Loss function −Im(1/ε) of diamond-structure silicon at 0.92 of its starting volume, from Yambo 5.3.0 linear response in the optical limit on Quantum ESPRESSO PBE states (SG15 PBE 1.2 potentials, 952.399 eV wave cutoff). The run uses an LRC kernel with α = −0.5, the field along x, a 14×14×14 k-mesh, 19 bands in the sums, a 1 Ry screening block and 0.1 eV damping.

```csv
row,loss function,loss energy (eV)
1,0.002,0.000
2,0.002,1.007
3,0.003,2.013
4,0.017,3.020
5,0.042,4.027
6,0.050,5.034
7,0.083,6.040
8,0.094,7.047
9,0.160,8.054
10,0.152,9.060
11,0.295,10.270
12,0.314,11.280
13,0.678,12.280
14,0.911,13.290
15,2.204,14.300
16,2.826,15.300
17,4.095,16.310
18,3.322,17.320
19,3.233,18.320
20,2.148,19.330
21,1.191,20.340
22,0.713,21.340
23,0.590,22.350
24,0.288,23.360
25,0.272,24.360
26,0.174,25.370
27,0.109,26.380
28,0.064,27.380
29,0.043,28.390
30,0.034,29.400
```

**What happens.** The table is one spectrum of diamond silicon squeezed to 0.92 of its starting volume, from linear response on PBE states with a long-range-corrected (LRC) kernel and no quasiparticle correction. The loss function $L=-\mathrm{Im}(1/\varepsilon)$ measures how readily a fast electron, as in an electron energy-loss experiment, hands the loss energy $E=\hbar\omega$ to the crystal. It is almost zero at low energy and climbs in steps, with a single dip from row 9 to row 10, to 4.095 at 16.31 eV in row 17. Above that it falls in each row.

**Why strong absorption gives weak loss.** With $\varepsilon=\varepsilon_1+i\varepsilon_2$,

$$L=\frac{\varepsilon_2}{\varepsilon_1^2+\varepsilon_2^2}\le\frac{1}{\varepsilon_2}.$$

Optical transitions show up in $\varepsilon_2$. The field of a passing charge is first screened by the crystal, which divides it by $\varepsilon$, so a large $|\varepsilon|$ suppresses the loss. The same calculation puts the absorption peak at 2.62 eV with $\varepsilon_2=143.6$, which caps $L$ there at 0.007. Read the other way, the bound says that $\varepsilon_2$ is at most 0.24 in row 17, so the loss maximum lies where interband transitions are weak and is no interband edge.

**The slow limit.** Below the direct gap of 2.59 eV no vertical transition is possible, the bonds polarise without loss, and $L$ should vanish. Rows 1 to 3 hold 0.002 to 0.003 all the same, even at zero energy, where a causal response is strictly zero. These values are best read as a trace of the 0.1 eV numerical damping and not as real loss. A damping added in causal form would still vanish at zero energy, so the finite value in row 1 points to a broadening entered in time-ordered form. Row 4 is the first above the gap, and $L$ jumps there because transitions have switched on. PBE gaps are too small, so this onset comes too early.

**The fast limit.** Far above the bond energies the valence electrons no longer feel the gap and respond as a free gas, $\varepsilon_1\approx 1-\omega_p^2/\omega^2$. Just above the main interband transitions the electrons lag behind the field, and $\varepsilon_1$ is large and negative, which keeps $L$ below 0.1 up to row 8. As the energy rises $|\varepsilon_1|$ shrinks, the denominator collapses and $L$ grows. Where $\varepsilon_1$ reaches zero the electrons oscillate collectively under their own field, $L\approx1/\varepsilon_2$, and this is the valence plasmon. Beyond it $\varepsilon_1$ tends to 1, $L$ tends to $\varepsilon_2$, and both die away. This course of $\varepsilon_1$ is the standard argument of theory; the electron density allows a check of where it leads.

**How large: the position.** The plasma energy needs only the 8 valence electrons and the cell volume, with no adjustable constant and no row of the table as input:

$$n=\frac{8}{37.09\ \text{Å}^3}=0.2157\ \text{Å}^{-3},\qquad \omega_p^2=\frac{n e^2}{\varepsilon_0 m},$$

$$\hbar\omega_p=\hbar\sqrt{\frac{n e^2}{\varepsilon_0 m}}=17.24\ \mathrm{eV}.$$

The maximum in row 17 lies 5.4 % below this value. On a peak several eV wide with structure on top, the highest point is a poor marker of position. The midpoint of the two half-height energies, interpolated linearly between rows, is 16.81 eV, only 2.5 % below $\hbar\omega_p$.

The weight of the peak supports the same reading. The f-sum rule, $\int E\,L\,dE=\tfrac{\pi}{2}(\hbar\omega_p)^2$, counts the electrons that take part, and a trapezoid sum over all rows gives 7.0 of the 8. Rows 14 to 21 alone carry 78 % of the integrated weight, while rows 1 to 10, where the crystal absorbs light most strongly, carry about 1 %. The peak thus takes in most of the valence electrons, as a collective motion should, though the sum rule alone does not show that they move together. The count itself is good to about half an electron, since odd and even rows summed separately differ from it by that much in either direction.

**What the kernel does.** The LRC kernel adds an electron-hole attraction with the same long-range form as the Coulomb term, but only $a=|\alpha|/4\pi=0.5/4\pi=0.0398$ times as strong. If $x$ is $\varepsilon-1$ for independent particles and local fields are ignored, then $\varepsilon-1=x/(1-ax)$, or

$$\frac{1}{\varepsilon-1}=\frac1x-a .$$

At the plasmon $\varepsilon=0$, so the left side is $-1$ and $a$ is a small correction. Inserting $x=-\omega_p^2/\omega^2$ gives $\omega=\omega_p\sqrt{1-a}$, which lowers the estimate by 2.0 % to 16.90 eV. The half-height centre lies within 0.1 eV of this, but that closeness is finer than rows 1 eV apart can support, and other shifts of the same size are left out. The gap pushes the other way: for a single oscillator $\omega=\omega_p\sqrt{1+1/x(0)-a}$, and the static $1/x(0)$ of this run is twice $a$, so gap and kernel together would put the plasmon above $\hbar\omega_p$. Damping, local fields and the shortfall in the f-sum can pull it down again. The table does not separate these, so the agreement is one of a few per cent and no finer.

In the static limit the same shift is large, because $1/x$ is only 0.080 and $a$ removes half of it. The calculation accordingly raises the static dielectric constant from 13.5 to 22.6. The simple formula overshoots to 25.9, and local fields, which weaken static screening in a covalent crystal, are the standard reason for such a difference. The 1 Ry screening block of this run holds at most the shortest shell of reciprocal vectors, so their size here need not be converged. A kernel this strong also piles absorption onto the onset, so the tall peak right at the direct gap is most likely a product of the setting and not a physical exciton; the spectrum without the kernel is not given. The kernel thus reshapes the optical end of the spectrum and leaves the plasmon nearly alone.

**How large: the width.** A free gas with damping $\Gamma$ gives a peak of width $\Gamma$ and height about $\hbar\omega_p/\Gamma$. The numerical damping of 0.1 eV alone would give a width of 0.2 eV. The width at half height here is 5.26 eV, about 26 times that, so the setting does not produce it. Theory assigns it to decay of the plasmon into single electron-hole pairs: the lattice allows vertical transitions at these energies, so $\varepsilon_2$ stays finite where $\varepsilon_1$ vanishes. Height and width fit together, since $17.24/5.26=3.3$ matches rows 18 and 19 and falls somewhat short of row 17.

**The irregular rows.** From row 6 to row 17 each odd row rises by a larger factor than its even neighbours: row 10 drops to 0.95 of row 9, row 11 then nearly doubles (helped a little by the widest energy step in the table, 1.21 eV), and row 12 gains only 6 %. The pattern returns on the falling side as the shoulder at rows 18 and 19 (3.322 and 3.233) and as slow falls into rows 23 and 25. These steps are far larger than the rounding of $L$, so they are in the calculated curve. A likely but untested cause is the finite k-mesh: a discrete set of transitions, each broadened by only 0.1 eV, leaves $\varepsilon_2$ spiky, and $L$ inherits the spikes. The table keeps about every fifth of the 150 computed points (the widest step spans six), and even the full grid step of 0.201 eV is twice the damping, so the rows sample such spikes without resolving them and the odd-even rhythm is no period of the spectrum. The same roughness may be what lifts row 17 above its neighbours and pulls the maximum below the centre of the peak.

The tail also departs from the simple picture. Between rows 26 and 30 the slope of $\ln L$ against $\ln E$ is $-11.1$, while the wing of a free gas with constant damping, $L\propto E/(E^2-\hbar^2\omega_p^2)^2$, has $-5.7$ over the same range. So $\varepsilon_2$ fades faster than constant damping allows. Part of this is expected, because the lattice couples weakly to fast electrons and interband transitions lose strength at high energy. Only 19 bands enter the sums, and the run warns that this cut breaks a degeneracy, so a shortage of high final states may steepen the last rows further; how much has not been tested.

**What to do about it.** Locate the plasmon by the centre of the peak rather than by its highest point, and estimate it first from the valence density. Since $\hbar\omega_p\propto\sqrt n$, the compression to 0.92 raises the estimate by 4.3 %; this comes from the formula, as the table holds one volume only. For that reason the measured plasmon of uncompressed silicon, roughly 17 eV as recalled, is not a like-for-like check. Assign no transition to the steps or the shoulder until they survive a denser mesh, and trust the tail above about row 24 only after a test with more bands. The static constant and the onset peak of this run reflect the chosen $\alpha$ and should not be used as optical data for silicon.
